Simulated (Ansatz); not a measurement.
Ligand exchange: GaH2Br + C3H8 → GaH2(CH3) + C2H5Br

Gas-phase species: GaH2Br `[GaH2][Br]`, singlet; C3H8 (propane) `CCC`, singlet; GaH2(CH3), singlet; C2H5Br `CCBr`, singlet. The partners trade Br for CH3: Ga–Br and C–CH3 bonds give way to Ga–CH3 and C–Br.

Shapes, held fixed at every level: PBE0-D4/def2-TZVP. Programs: Ansatz 0.2.0. Electronic energies: no zero-point or thermal term.

(1) Estimate ΔE of this reaction.

Results:

(1) The highest level, CCSD(T)/def2-TZVPP, gives ΔE = +155.8 kJ/mol; the levels span +153.8 to +180.3. The column of differences is taken from that level and isn't an error. No measured value is set beside it here. Relativity is left out for Br, Ga. Outer-core shells of Br, Ga are correlated, in sets that cover them unevenly.

```json
{"level": "SPW92/def2-TZVPP", "kind": "LDA", "ΔE (kJ/mol)": "+153.8", "less CCSD(T)/def2-TZVPP": "-2.0"}
{"level": "PBE0-D4/def2-TZVPP", "kind": "global hybrid", "ΔE (kJ/mol)": "+159.3", "less CCSD(T)/def2-TZVPP": "+3.5"}
{"level": "r2SCAN0-D4/def2-TZVPP", "kind": "global hybrid", "ΔE (kJ/mol)": "+164.3", "less CCSD(T)/def2-TZVPP": "+8.5"}
{"level": "wB97M-V/def2-TZVPP", "kind": "range-separated hybrid", "ΔE (kJ/mol)": "+157.7", "less CCSD(T)/def2-TZVPP": "+1.9"}
{"level": "wB97X-V/def2-TZVPP", "kind": "range-separated hybrid", "ΔE (kJ/mol)": "+158.7", "less CCSD(T)/def2-TZVPP": "+2.9"}
{"level": "CCSD(T)/def2-SVP", "kind": "coupled cluster or CI", "ΔE (kJ/mol)": "+178.3", "less CCSD(T)/def2-TZVPP": "+22.5"}
{"level": "CCSD/def2-SVP", "kind": "coupled cluster or CI", "ΔE (kJ/mol)": "+180.3", "less CCSD(T)/def2-TZVPP": "+24.5"}
{"level": "CCSD(T)/def2-TZVPP", "kind": "coupled cluster or CI", "ΔE (kJ/mol)": "+155.8", "less CCSD(T)/def2-TZVPP": "0.0"}
```

The exchange is strongly uphill at every level, so bromine prefers gallium and the alkyl group prefers carbon. The main reason is probably the Ga–Br bond: gallium is much more electropositive than carbon, so this bond gains more from charge transfer than C–Br does, with some further help from bromine lone-pair donation into the formally empty Ga 4p orbital. Methyl, a less electronegative ligand without lone pairs, cannot replace either contribution, and a C–C bond is also given up for a weaker C–Br bond.

Within coupled cluster, the basis set matters far more than the triples: CCSD(T) falls from +178.3 to +155.8 kJ/mol between the two sets, while in the smaller one triples shift the result only slightly. A further shift beyond the larger set is therefore plausible, and the few kJ/mol separating most of the functionals from CCSD(T) cannot rank them. The closeness of the LDA value probably reflects cancellation of bond-energy errors between the two sides. The energies favour the reverse exchange, but say nothing about its barrier.
